**Level of theory for a silyl exchange between an Al–O–Si bridge and germyl fluoride**

The table gives the electronic energy of the gas-phase reaction H₂N–Al(SH)–OSiH₃ + FGeH₃ → FGeH₂–SiH₃ + H₂N–Al(OH)(SH) at twelve levels, at PBE0-D4/def2-TZVP geometries with functionals in def2-TZVPP, against an additive CCSD(T) limit of 98.4 kJ/mol. The program fits nothing: it works out errors, steps between levels and bases, slopes with exact exchange and D4 terms, and splits the MP2 correlation into spin parts from the standard SCS factors. HF lies 31.2 kJ/mol high, MP2 and CCSD at the limit recover 83 % and 91 % of the correlation effect, and basis errors in HF and correlation have opposite signs. SCS-MP2 lies about 5 kJ/mol above MP2 in each basis, with the same-spin part about half or more of the MP2 correlation effect. Within a family of global hybrids the energy rises with exact exchange, and 9 of the 27 functionals that the program lists, with D4 versions counted separately, fall within 1 kcal/mol.

Calculated values. Electronic energies of the gas-phase reaction [NH2][Al]([SH])[O][SiH3] + [F][GeH3] -> [F][GeH2][SiH3] + [NH2][Al]([OH])[SH] (SMILES, all singlets), products less reactants, from Ansatz 0.2.0 at PBE0-D4/def2-TZVP geometries. Functionals use def2-TZVPP, correlated methods the default frozen cores; the reference is CCSD(T) at the MP2-additive def2 basis-set limit.

## Program and output

```python
# Table: electronic energy (kJ/mol) of H2N-Al(SH)-OSiH3 + FGeH3 -> FGeH2-SiH3 + H2N-Al(OH)(SH), Ansatz 0.2.0,
# PBE0-D4/def2-TZVP geometries, functionals in def2-TZVPP, reference CCSD(T) at the limit.
# Worked out: steps between levels, basis steps, exact-exchange slopes, D4 terms, spin parts of MP2.
T = {
    'level': ['B3LYP-D4', 'BHLYP-D4', 'wB97M-V', 'B3LYP', 'r2SCAN0', 'LC-wPBE', 'SCS-MP2/def2-SVP', 'CCSD/def2-SVP', 'SCS-MP2/def2-TZVPP', 'HF/def2-limit', 'MP2/def2-limit', 'CCSD/def2-limit'],
    'rung': ['global hybrid', 'global hybrid', 'range-separated', 'global hybrid', 'global hybrid', 'range-separated', 'wave function', 'wave function', 'wave function', 'wave function', 'wave function', 'wave function'],
    'exx': [20, 50, 100, 20, 25, 100, None, None, None, None, None, None],  # %
    'e': [98.9, 110.8, 99.6, 97.2, 97.4, 92.9, 113.6, 105.5, 111.6, 129.6, 103.7, 101.3],  # kJ/mol
    'err': [0.6, 12.4, 1.3, -1.2, -1.0, -5.5, 15.2, 7.1, 13.3, 31.2, 5.3, 2.9],  # kJ/mol
}
import numpy as np
from scipy import constants as c
k = c.e * c.N_A / 1000
RT = c.R * 298.15 / 1000
E = dict(zip(T['level'], T['e'])); D = dict(zip(T['level'], T['err']))
# further outputs of the same runs, eV
ref = 1.01937 * k
F = {'LDA': .80815, 'PBE': .7723, 'PBE-D4': .78503, 'revPBE': .76165, 'revPBE-D4': .80127, 'BLYP': .93236,
     'BLYP-D4': .95583, 'r2SCAN': .96959, 'r2SCAN-D4': .97687, 'B97M-V': 1.06619, 'PBE0': .87052,
     'PBE0-D4': .88362, 'HSE06': .86862, 'HSE06-D4': .88127, 'r2SCANh': .98572, 'r2SCAN0-D4': 1.01777,
     'BHLYP': 1.13818, 'CAM-B3LYP-D4': 1.09753, 'wB97X-V': 1.0183, 'B2PLYP': 1.06351, 'PBE-QIDH': 1.01151}
A = {n: v * k for n, v in F.items()}; A.update(E)
HF = np.array([1.26645 * k, 1.31067 * k, 1.33924 * k, E['HF/def2-limit']])
MP = np.array([1.12513 * k, 1.1054 * k, 1.09752 * k, E['MP2/def2-limit']])
SC = np.array([E['SCS-MP2/def2-SVP'], E['SCS-MP2/def2-TZVPP'], 1.15155 * k])
CC = np.array([E['CCSD/def2-SVP'], 1.08054 * k]); CT = np.array([1.07422, 1.0503]) * k
zpe, dH, dG, dS = .02078 * k, 1.04659 * k, 1.04319 * k, .01142 * k
f = lambda a: ' '.join('%7.1f' % x for x in a)
print('energies in kJ/mol; reference %.2f; table rounding 0.05; RT ln10 at 298 K %.2f' % (ref, RT * np.log(10)))
print('level                 energy  error  % of ref  factor in K')
for n in sorted(E, key=lambda n: abs(D[n])):
    print('%-20s %7.1f %6.1f %8.1f %11.3g' % (n, E[n], D[n], 100 * D[n] / ref, np.exp(abs(D[n]) / RT)))
ae = np.abs(T['err'])
print('rows within 1 kcal/mol (4.18): %d, within RT ln10: %d, of %d; span %.1f' % (
    (ae <= 4.184).sum(), (ae <= RT * np.log(10)).sum(), len(ae), max(T['e']) - min(T['e'])))
h, m, s = HF[3], MP[3], E['CCSD/def2-limit']
print('limit steps: HF to MP2 %.1f, MP2 to CCSD %.1f, triples %.1f' % (m - h, s - m, ref - s))
print('correlation %.1f; recovered by MP2 %.0f %%, by CCSD %.0f %%' % (
    ref - h, 100 * (m - h) / (ref - h), 100 * (s - h) / (ref - h)))
print('basis                  SVP   TZVPP   QZVPP   limit')
for n, a in [('HF', HF), ('MP2', MP), ('MP2 less HF', MP - HF), ('HF less its limit', HF[:3] - h),
             ('corr. less limit', (MP - HF)[:3] - (m - h)), ('MP2 less its limit', MP[:3] - m),
             ('CCSD(T) less ref', CT - ref), ('triples', CT - CC), ('CCSD(T) less MP2', CT - MP[:2]),
             ('SCS-MP2 less MP2', SC - MP[:3])]:
    print('%-18s %s' % (n, f(a)))
OS = ((SC - HF[:3]) - (MP - HF)[:3] / 3) / (1.2 - 1 / 3); SS = (MP - HF)[:3] - OS
print('%-18s %s  (standard factors 6/5, 1/3 assumed)' % ('opposite-spin part', f(OS)))
print('%-18s %s' % ('same-spin part', f(SS)))
print('SCS in TZVPP: opposite-spin boost %.1f, same-spin cut %+.1f' % (.2 * OS[1], -2 / 3 * SS[1]))
print('CCSD/SVP error %.1f = basis %.1f + triples %.1f' % (D['CCSD/def2-SVP'], CC[0] - s, s - ref))
X = dict(zip(T['level'], T['exx'])); X.update({'BLYP-D4': 0, 'PBE': 0, 'PBE0': 25, 'r2SCAN': 0, 'r2SCANh': 10})
for fam in (['BLYP-D4', 'B3LYP-D4', 'BHLYP-D4'], ['r2SCAN', 'r2SCANh', 'r2SCAN0'], ['PBE', 'PBE0']):
    sl = [(A[b] - A[a]) / (X[b] - X[a]) for a, b in zip(fam, fam[1:])]
    print(', '.join('%s %.1f' % (n, A[n]) for n in fam) + '; per % exchange ' + ', '.join('%.2f' % x for x in sl))
print('r2SCAN0 less PBE0 (both 25 %%) %.1f; HSE06 less PBE0 %.1f; LC-wPBE less PBE %.1f, less PBE0 %.1f' % (
    A['r2SCAN0'] - A['PBE0'], A['HSE06'] - A['PBE0'], A['LC-wPBE'] - A['PBE'], A['LC-wPBE'] - A['PBE0']))
print('D4 adds: ' + ', '.join('%s %.1f' % (n, A[n + '-D4'] - A[n])
      for n in ['r2SCAN0', 'BHLYP', 'PBE0', 'B3LYP', 'BLYP', 'revPBE']))
print('errors of functionals from the same runs that the table omits:')
N = list(F)
for i in range(0, len(N), 6):
    print('  ' + ', '.join('%s %+.1f' % (n, A[n] - ref) for n in N[i:i + 6]))
G = N + [n for n, r in zip(T['level'], T['rung']) if r != 'wave function']
g = np.array([A[n] - ref for n in G])
print('all %d functionals: errors %.1f to %+.1f, within 4.18: %d' % (len(g), g.min(), g.max(), (abs(g) <= 4.184).sum()))
print('zero point %.1f; dH298 %.1f (%+.1f on ref); dG298 %.1f (%+.1f); dS %.1f J/mol/K; log10 K %.1f' % (
    zpe, dH, dH - ref, dG, dG - ref, dS, -dG / RT / np.log(10)))
assert h > m > s > ref
assert all(abs(E[n] - ref - D[n]) < 0.11 for n in E)
assert A['BLYP-D4'] < ref < A['BHLYP-D4'] and A['BLYP-D4'] < A['B3LYP-D4'] < A['BHLYP-D4']
assert (SC > MP[:3]).all() and (np.diff(HF) > 0).all() and (np.diff(MP) < 0).all()
```

Printed output:

```
energies in kJ/mol; reference 98.35; table rounding 0.05; RT ln10 at 298 K 5.71
level                 energy  error  % of ref  factor in K
B3LYP-D4                98.9    0.6      0.6        1.27
r2SCAN0                 97.4   -1.0     -1.0         1.5
B3LYP                   97.2   -1.2     -1.2        1.62
wB97M-V                 99.6    1.3      1.3        1.69
CCSD/def2-limit        101.3    2.9      2.9        3.22
MP2/def2-limit         103.7    5.3      5.4        8.48
LC-wPBE                 92.9   -5.5     -5.6         9.2
CCSD/def2-SVP          105.5    7.1      7.2        17.5
BHLYP-D4               110.8   12.4     12.6         149
SCS-MP2/def2-TZVPP     111.6   13.3     13.5         214
SCS-MP2/def2-SVP       113.6   15.2     15.5         460
HF/def2-limit          129.6   31.2     31.7    2.92e+05
rows within 1 kcal/mol (4.18): 5, within RT ln10: 7, of 12; span 36.7
limit steps: HF to MP2 -25.9, MP2 to CCSD -2.4, triples -2.9
correlation -31.2; recovered by MP2 83 %, by CCSD 91 %
basis                  SVP   TZVPP   QZVPP   limit
HF                   122.2   126.5   129.2   129.6
MP2                  108.6   106.7   105.9   103.7
MP2 less HF          -13.6   -19.8   -23.3   -25.9
HF less its limit     -7.4    -3.1    -0.4
corr. less limit      12.3     6.1     2.6
MP2 less its limit     4.9     3.0     2.2
CCSD(T) less ref       5.3     3.0
triples               -1.9    -2.9
CCSD(T) less MP2      -4.9    -5.3
SCS-MP2 less MP2       5.0     4.9     5.2
opposite-spin part    -4.7    -9.5   -11.9  (standard factors 6/5, 1/3 assumed)
same-spin part        -9.0   -10.3   -11.4
SCS in TZVPP: opposite-spin boost -1.9, same-spin cut +6.9
CCSD/SVP error 7.1 = basis 4.2 + triples 2.9
BLYP-D4 92.2, B3LYP-D4 98.9, BHLYP-D4 110.8; per % exchange 0.33, 0.40
r2SCAN 93.6, r2SCANh 95.1, r2SCAN0 97.4; per % exchange 0.16, 0.15
PBE 74.5, PBE0 84.0; per % exchange 0.38
r2SCAN0 less PBE0 (both 25 %) 13.4; HSE06 less PBE0 -0.2; LC-wPBE less PBE 18.4, less PBE0 8.9
D4 adds: r2SCAN0 0.8, BHLYP 1.0, PBE0 1.3, B3LYP 1.7, BLYP 2.3, revPBE 3.8
errors of functionals from the same runs that the table omits:
  LDA -20.4, PBE -23.8, PBE-D4 -22.6, revPBE -24.9, revPBE-D4 -21.0, BLYP -8.4
  BLYP-D4 -6.1, r2SCAN -4.8, r2SCAN-D4 -4.1, B97M-V +4.5, PBE0 -14.4, PBE0-D4 -13.1
  HSE06 -14.5, HSE06-D4 -13.3, r2SCANh -3.2, r2SCAN0-D4 -0.2, BHLYP +11.5, CAM-B3LYP-D4 +7.5
  wB97X-V -0.1, B2PLYP +4.3, PBE-QIDH -0.8
all 27 functionals: errors -24.9 to +12.4, within 4.18: 9
zero point 2.0; dH298 101.0 (+2.6 on ref); dG298 100.7 (+2.3); dS 1.1 J/mol/K; log10 K -17.6
```
